# Binomial statistics of a quantum channel at zero temperature

## Statement

A conductor joins two reservoirs with chemical potentials $\mu_L-\mu_R=eV>0$, where $e>0$ is the elementary charge. Let $n$ be the net number of electrons that pass from left to right in a counting time $t$, and $P(n)$ its distribution. The generating function and the cumulants are

$$Z(\chi)=\sum_n P(n)\,e^{i\chi n},\qquad C_k=\partial_s^k\ln Z\big|_{s=0},\qquad s=i\chi .$$

The letter $T$ denotes a transmission probability and $\Theta$ the temperature. The electrons do not interact, scatter elastically and see a fixed bias.

**Zero temperature.** A spin-resolved channel of energy-independent transmission $T$ makes $M=eVt/h$ attempts, each an independent trial with success probability $T$:

$$\ln Z=M L,\qquad L=\ln\!\left[1+T\left(e^{i\chi}-1\right)\right].\tag{A}$$

This is the result of Levitov and Lesovik (1993). It holds for $M\gg1$ up to terms of order $\ln M$. For integer $M$ it generates $P(n)=\binom{M}{n}T^n(1-T)^{M-n}$. The cumulants are $C_k=M\kappa_k$ with

$$\kappa_1=T,\qquad \kappa_2=T(1-T),\qquad \kappa_3=T(1-T)(1-2T).$$

Transmission eigenchannels, spin included, are statistically independent. Their $Z$ multiply, so $\ln Z$ and every cumulant add.

**Low temperature.** With $v=eV/k_B\Theta\gg1$,

$$\ln Z=M\left(L+\frac{L^2}{v}\right)+M\,O(e^{-v}),\tag{B}$$

$$C_1=MT,\qquad C_2=M\left[\kappa_2+\frac{2T^2}{v}\right],\qquad C_3=M\left[\kappa_3+\frac{6T^2(1-T)}{v}\right].$$

The approach to the binomial law is linear in $k_B\Theta/eV$, not exponential.

**Observables.** The mean current is $\bar I=eC_1/t$ and the one-sided low-frequency noise density is $S_I=2e^2C_2/t$. At zero temperature a single value of $T$ gives $S_I=2e\bar I(1-T)$, the Schottky value reduced by the Fano factor $1-T$.

## Setting

The example is a GaAs/AlGaAs point contact on the first conductance step at $\Theta=20$ mK and $V=50\ \mu$V, without magnetic field. The lowest transverse mode then supplies two spin channels of equal transmission, and the conductance is $(2e^2/h)T$. The gate is set to the middle of the step, $T=1/2$, and the counting time is $t=1\ \mu$s. The constriction is described, where its shape matters, by a saddle potential with the typical curvature energies $\hbar\omega_x\approx1$ meV along the current and $\hbar\omega_y\approx2$ meV across it.

## Estimate by hand

A state of energy spread $eV$ lasts a time $h/eV$, and the Pauli principle admits one electron per such slot and spin. With $e/h\approx2.4\times10^{14}$ Hz/V the slots arrive at $1.2\times10^{10}$ s$^{-1}$, one every 83 ps. In a microsecond this makes $M\approx1.2\times10^4$ per spin and $2.4\times10^4$ in all. At mid-step each slot is the toss of a fair coin. Half succeed, so $C_1\approx1.2\times10^4$. Each toss has variance $1/4$, so $C_2\approx6.0\times10^3$, a standard deviation of 77 electrons. A fair coin has no skew, so $C_3\approx0$. With $e\approx1.6\times10^{-19}$ C the current is $\bar I\approx1.9$ nA and the noise $2e\bar I\cdot\tfrac12\approx3\times10^{-28}$ A$^2$/Hz.

For the temperature, $k_B/e\approx86\ \mu$V/K gives $k_B\Theta\approx1.7\ \mu$eV and $v\approx30$. A passage against the bias costs $eV$ and is weighted by $e^{-30}\approx1\times10^{-13}$. The estimate takes this as licence to set $\Theta=0$.

## Careful calculation

### Proof of the binomial law

At zero temperature the states below $\mu_R$ are filled from both sides and those above $\mu_L$ are empty, so only the window $\mu_R<E<\mu_L$ carries net charge at long times. In the window every scattering state incident from the left is filled, and the many-electron state is one Slater determinant. Normalise the states to $\delta(E-E')$, so that each carries the flux $1/h$. Let $\hat P$ be the one-particle projector on "transmitted, and passing the detector within $[0,t]$". Between window states its kernel is $TQ(E,E')$ with

$$Q(E,E')=\frac1h\int_0^t e^{i(E-E')\tau/\hbar}\,d\tau .$$

For a projector $e^{s\hat P}=1+(e^s-1)\hat P$, and the expectation of a product of identical one-particle operators in a Slater determinant is the determinant of their matrix in the occupied states. Hence, with $\lambda_j$ the eigenvalues of $Q$ on the window and $a=T(e^s-1)$,

$$\ln Z=\ln\det(1+aQ)=\sum_j\ln(1+a\lambda_j).$$

$Q$ is a projector restricted to a subspace, so $0\le\lambda_j\le1$. Its trace is $\int Q(E,E)\,dE=eVt/h=M$, which identifies the number of attempts. With $x=(E-E')t/h$ one has $|Q|^2=(t/h)^2\sin^2(\pi x)/(\pi x)^2$, and

$$\sum_j\lambda_j(1-\lambda_j)=M-2\int_0^M(M-x)\frac{\sin^2\pi x}{(\pi x)^2}\,dx\;\to\;\frac{\ln(2\pi M)+\gamma+1}{\pi^2},$$

where $\gamma$ is Euler's constant. The limit follows from $2\int_0^\infty\sin^2(\pi x)/(\pi x)^2dx=1$. The missing tail beyond $M$, with $\sin^2$ averaged to $1/2$, gives $1/\pi^2$, and $\int_0^{2\pi M}(1-\cos y)\,dy/y\to\ln(2\pi M)+\gamma$ gives the rest. The function $\ln(1+a\lambda)-\lambda\ln(1+a)$ is smooth on $[0,1]$ for $a>-1$ and vanishes at both ends, so its modulus is bounded by a constant times $\lambda(1-\lambda)$. Summing over $j$ gives $\ln Z=M\ln(1+a)+O(\ln M)$, which is (A).

For the cumulants define $p(s)=L'(s)=Te^s/[1+T(e^s-1)]$. It obeys $p'=p(1-p)$ and $p(0)=T$. Then $p''=p(1-p)(1-2p)$, and the three $\kappa_k$ follow at $s=0$.

For many modes, the eigenvectors of $\mathsf t^\dagger\mathsf t$, with $\mathsf t$ the transmission matrix, make the kernel block-diagonal, one block $T_jQ$ per eigenvalue $T_j$ and spin. The determinant factorises and the logarithms add.

### Finite temperature

At long times $Q$ is sharply peaked at $E=E'$, so each interval $dE$ holds $t\,dE/h$ independent slots. A slot has one incoming state from each side, occupied with the Fermi probabilities $f_L$ and $f_R$. If both or neither are occupied, nothing net is transferred. If only the left one is occupied, $n$ rises by one with probability $T$; if only the right one, it falls by one with probability $T$. Therefore

$$\ln Z=\frac th\int dE\,\ln\left\{1+T\left[f_L(1-f_R)(e^{s}-1)+f_R(1-f_L)(e^{-s}-1)\right]\right\}.\tag{C}$$

For constant $T$ the integral is elementary. Measure $E$ from the centre of the window, put $x=E/k_B\Theta$ and $y=e^x$, so that $f_{L}=1/(1+ye^{-v/2})$ and $f_R=1/(1+ye^{v/2})$. The common denominator is $D=1+2y\cosh(v/2)+y^2$, and $f_L(1-f_R)=ye^{v/2}/D$, $f_R(1-f_L)=ye^{-v/2}/D$. The brace in (C) becomes $(1+2y\cosh u+y^2)/D$ with

$$\cosh u=(1-T)\cosh\frac v2+T\cosh\left(\frac v2+s\right).$$

The numerator factorises as $(1+ye^u)(1+ye^{-u})$. Consider $J(u)=\int dx\,\ln[(1+e^{x+u})(1+e^{x-u})/(1+e^x)^2]$. It has $J(0)=J'(0)=0$ and $J''=2\int f(1-f)\,dx=2$ for $f=1/(1+e^x)$, so $J=u^2$. Since $D$ is the numerator at $u=v/2$,

$$\ln Z=N_\Theta\left(u^2-\frac{v^2}{4}\right),\qquad N_\Theta=\frac{k_B\Theta\,t}{h}=\frac Mv.\tag{D}$$

The expression for $\cosh u$ is unchanged by $s\to-s-v$. This is the fluctuation relation $P(-n)=e^{-nv}P(n)$, which at $\Theta=0$ reduces to $P(-n)=0$ for $n>0$.

Differentiating the definition of $u$ at $s=0$, where $u=v/2$, gives $u'=T$, $u''=T(1-T)\coth(v/2)$ and $u'''=T-T^3-3T^2(1-T)\coth^2(v/2)$. With $(u^2)''=2u'^2+2uu''$ and $(u^2)'''=6u'u''+2uu'''$ the exact cumulants are $C_1=MT$ and

$$C_2=M\left[\kappa_2\coth\frac v2+\frac{2T^2}{v}\right],\qquad C_3=M\kappa_2\left[1-2T-\frac{3T}{\sinh^2(v/2)}+\frac{6T}{v}\coth\frac v2\right].$$

For large $v$ write $2\cosh u=e^{v/2}[1+T(e^s-1)]+e^{-v/2}[1+T(e^{-s}-1)]$. Near $s=0$ this gives $u=v/2+L+O(e^{-v})$, so $u^2-v^2/4=vL+L^2$, which is (B). The form (B) describes the cumulants and the peak of the distribution; the relation between positive and negative $n$ needs (D).

### Numbers for constant transmission

The inputs give $M=12090$, $k_B\Theta=1.7235\ \mu$eV, $v=29.01$, $N_\Theta=416.7$ and $e^{-v}=2.5\times10^{-13}$, so (B) is exact to all figures shown. For two spins at $T=1/2$:

$$C_1=2MT=12090,\qquad \bar I=1.937\ \text{nA},$$
$$C_2=2M\kappa_2+4N_\Theta T^2=6045+417=6462,$$
$$C_3=2M\kappa_3+12N_\Theta T^2(1-T)=0+625=625 .$$

The noise density is $3.32\times10^{-28}$ A$^2$/Hz, against $3.10\times10^{-28}$ A$^2$/Hz at $\Theta=0$. The skewness $C_3/C_2^{3/2}$ is $1.2\times10^{-3}$, so the distribution looks Gaussian although $C_3$ is finite. Across the step the ratios $C_2/C_1=1-T+2T/v$ and $C_3/C_1=(1-T)(1-2T+6T/v)$ are:

| $T$ | $C_2/C_1$, 0 K | $C_2/C_1$, 20 mK | $C_3/C_1$, 0 K | $C_3/C_1$, 20 mK |
|---|---|---|---|---|
| 0.20 | 0.800 | 0.814 | 0.480 | 0.513 |
| 0.50 | 0.500 | 0.534 | 0 | 0.052 |
| 0.80 | 0.200 | 0.255 | −0.120 | −0.087 |
| 0.95 | 0.050 | 0.115 | −0.045 | −0.035 |

The zero of $C_3$ moves from $T=1/2$ to $T=1/(2-6/v)=0.558$. The thermal part of $C_2$ overtakes the partition part at $T=v/(v+2)=0.936$.

### Energy dependence of the transmission

For the saddle potential (Büttiker 1990) the lowest mode has

$$T(E)=\frac{1}{1+e^{-(E-E_0)/\Delta}},\qquad \Delta=\frac{\hbar\omega_x}{2\pi}\approx159\ \mu\text{eV}.$$

Take $E_0$ at the centre of the window, which assumes that the bias drops symmetrically and leaves the curvatures unchanged. The small parameters are $w=eV/\Delta=0.314$ and $k_B\Theta/\Delta=0.011$. At the edges $T_\pm=\tfrac12\pm\tfrac12\tanh(w/4)$, that is $T_+=0.539$ at $\mu_L$ and $T_-=0.461$ at $\mu_R$. The second mode lies $\hbar\omega_y$ higher and has $T\approx e^{-2\pi\omega_y/\omega_x}=3\times10^{-6}$, which is negligible.

Equation (C) holds with $T(E)$ inside the integral. Near $\mu_L$ one has $f_R=0$ to order $e^{-v}$. With $x=(E-\mu_L)/k_B\Theta$ and $T$ constant over the edge, the integrand is $L+\ln(1+e^{x-L})-\ln(1+e^x)$. Its excess over the sharp step $L\,\theta(-x)$ vanishes at $L=0$. The derivative of the integrated excess with respect to $L$ is $\int[\theta(x)-1+f(x-L)]\,dx=L$, so the excess is $L^2/2$. The edge at $\mu_R$ is the mirror image, with holes in place of electrons. To first order in $k_B\Theta$,

$$\ln Z=\frac th\int_{\mu_R}^{\mu_L}L(E)\,dE+\frac{N_\Theta}{2}\left[L(\mu_L)^2+L(\mu_R)^2\right].\tag{E}$$

The saddle form obeys $\Delta\,dT/dE=T(1-T)$, hence $\kappa_2=\Delta\,d\kappa_1/dE$ and $\kappa_3=\Delta\,d\kappa_2/dE$, and the window integrals are differences of edge values. $C_1$ is unchanged because $T-1/2$ is odd and $f_L-f_R$ even about the centre. For two spins,

$$C_2=\frac{2M}{w}\tanh\frac w4+2N_\Theta\left(T_+^2+T_-^2\right)=6033+419=6452,$$
$$C_3=0+6N_\Theta\left[T_+^2(1-T_+)+T_-^2(1-T_-)\right]=621 .$$

Numerical integration of the second and third $s$-derivatives of (C), which keeps all orders in $k_B\Theta/\Delta$, gives 6451 and 622. Since $\hbar\omega_x$ is only a typical value, the result of the model is

$$C_1=1.209\times10^4,\qquad C_2=6.45\times10^3,\qquad C_3=6.2\times10^2,$$

with $S_I=3.31\times10^{-28}$ A$^2$/Hz.

## Why the two differ

| contribution | $C_1$ | $C_2$ | $C_3$ |
|---|---|---|---|
| hand estimate | 12000 | 6000 | 0 |
| rounding of $e/h$ | +90 | +45 | 0 |
| thermal edges | 0 | +417 | +625 |
| energy dependence | 0 | −10 | −3 |
| careful value | 12090 | 6451 | 622 |

The $C_2$ column adds up to within one unit because its entries are rounded separately. The mean differs by 0.75 %, all of it rounding. The variance differs by 7.5 %, nearly all of it from the thermal edges. The third cumulant differs in kind.

**The attempts fluctuate.** The hand estimate tested the wrong thermal process. Backflow against the bias is indeed of order $e^{-v}$. But within $k_B\Theta$ of $\mu_L$ a slot may arrive empty, and within $k_B\Theta$ of $\mu_R$ it may be blocked by an electron from the right, at no cost of order $eV$. These slots are a fraction of order $1/v$ of the window. Equation (B) states the consequence exactly. If the number of attempts $m$ is itself random with cumulant generating function $K(\lambda)=\ln\langle e^{\lambda m}\rangle$, then $Z=\langle e^{mL}\rangle$ and $\ln Z=K(L)$. Comparison with (B) gives $K(\lambda)=M\lambda+N_\Theta\lambda^2$, the form of a Gaussian with mean $M$ and variance $2N_\Theta=833$ per spin. Each edge contributes $(t/h)\int f(1-f)\,dE=N_\Theta$. The higher cumulants of $m$ vanish because their integrands, beginning with $f(1-f)(1-2f)$, are derivatives of functions that vanish on both sides of the edge. The mean is untouched because the smearing is symmetric: as many slots are gained outside the edge as are lost inside.

**Why about 7 % in the variance.** A spread in attempts passes to $n$ multiplied by $T$, so it adds $T^2\operatorname{var}m$. Relative to the partition term this is $2T/[(1-T)v]$, equal to $2/v=6.9\,\%$ at mid-step. The factor 2 counts the edges. The term is the fraction $T$ of the Johnson–Nyquist variance $2N_\Theta T$, the $v\to0$ limit of the exact $C_2$, that survives at large bias. It grows in relative weight towards the plateau, where partition noise dies.

**Why the skew appears.** More attempts raise both the mean, by $T$ each, and the variance, by $\kappa_2$ each. A distribution that is wider on the side of large $n$ is skewed to that side, and the term is $3T\kappa_2\operatorname{var}m$. It is smaller than the generic scale $M$ by $1/v$, but at $T=1/2$ the binomial term vanishes by the symmetry between success and failure, so the correction is the whole result. The hand method recovers both terms once the edges are counted: $N_\Theta\approx1.7\times10^{-6}\cdot2.4\times10^{14}\cdot10^{-6}\approx400$, four edges give $\operatorname{var}m\approx1600$, and so $C_2\approx6000+1600/4=6400$ and $C_3\approx\tfrac38\cdot1600=600$.

**Why the barrier shape hardly matters.** The transmission changes by 0.078 across the window, yet $\kappa_2$ is stationary at $T=1/2$, so the first-order change cancels. The window average falls by the relative amount $w^2/48=0.2\,\%$, from the expansion $\tanh z\approx z(1-z^2/3)$ at $z=w/4$.

**Terms left out, with sizes.**

- *Finite counting time.* The determinant gives $C_2=T\sum\lambda_j-T^2\sum\lambda_j^2=M\kappa_2+T^2\sum\lambda_j(1-\lambda_j)$, again a spread of attempts. At $\Theta=0$ the sum is 1.30 for $M=12090$, which adds 0.65 for two spins. At 20 mK the logarithm stops growing near $t=\hbar/k_B\Theta=0.38$ ns, where thermal smearing of the edges overtakes the broadening $\hbar/t$. Switching the detector also disturbs the filled states below $\mu_R$. None of these terms grows in proportion to $t$, and they are negligible at $1\ \mu$s.
- *Electron temperature.* The thermal terms are linear in $\Theta$, the temperature of the reservoir electrons, which may exceed that of the cryostat. Each millikelvin adds 21 to $C_2$ and 31 to $C_3$, more than the whole barrier-shape correction.
- *Gate setting.* At $T=0.51$ the binomial term $2M\kappa_3$ is $-121$, a fifth of the thermal skew.
- *Unequal spin channels.* Interactions on the first step, seen as the structure near $0.7\times2e^2/h$, lie outside the model. If they act as unequal transmissions, the sum rule over channels applies. At fixed conductance, $T_\uparrow=0.6$ and $T_\downarrow=0.4$ give $\sum T(1-T)=0.48$ in place of 0.50, a fall of 4 % in the partition term, comparable to the thermal rise.
- *Series resistance.* A resistor $R_0$ in series lowers the time-integrated bias by $R_0en$ and the total attempts from $m_0=2M$ to $m_0-\rho n$, with $\rho=2e^2R_0/h$. Writing $P(n)\propto\int d\sigma\,e^{(m_0-\rho n)L(\sigma)-\sigma n}$ at $\Theta=0$ and taking the saddle point in $n$ gives $s=\sigma+\rho L(\sigma)$ and $\ln Z=m_0L(\sigma)\approx m_0(L-\rho LL')$. The third derivative yields $\delta C_3=-\rho m_0(3\kappa_2^2+4\kappa_1\kappa_3)$. At $T=1/2$ this is $-18$ for $R_0=50\ \Omega$, where $\rho=0.0039$, and about $-350$ to first order for $R_0=1$ k$\Omega$, where $\rho=0.077$ and the feedback rivals the thermal skew. The resistor's own thermal noise gives $\int V\,dt$ the variance $2k_B\Theta R_0t$, hence $\operatorname{var}m=4\rho N_\Theta$, a fraction $\rho$ of the four-edge value $4N_\Theta$.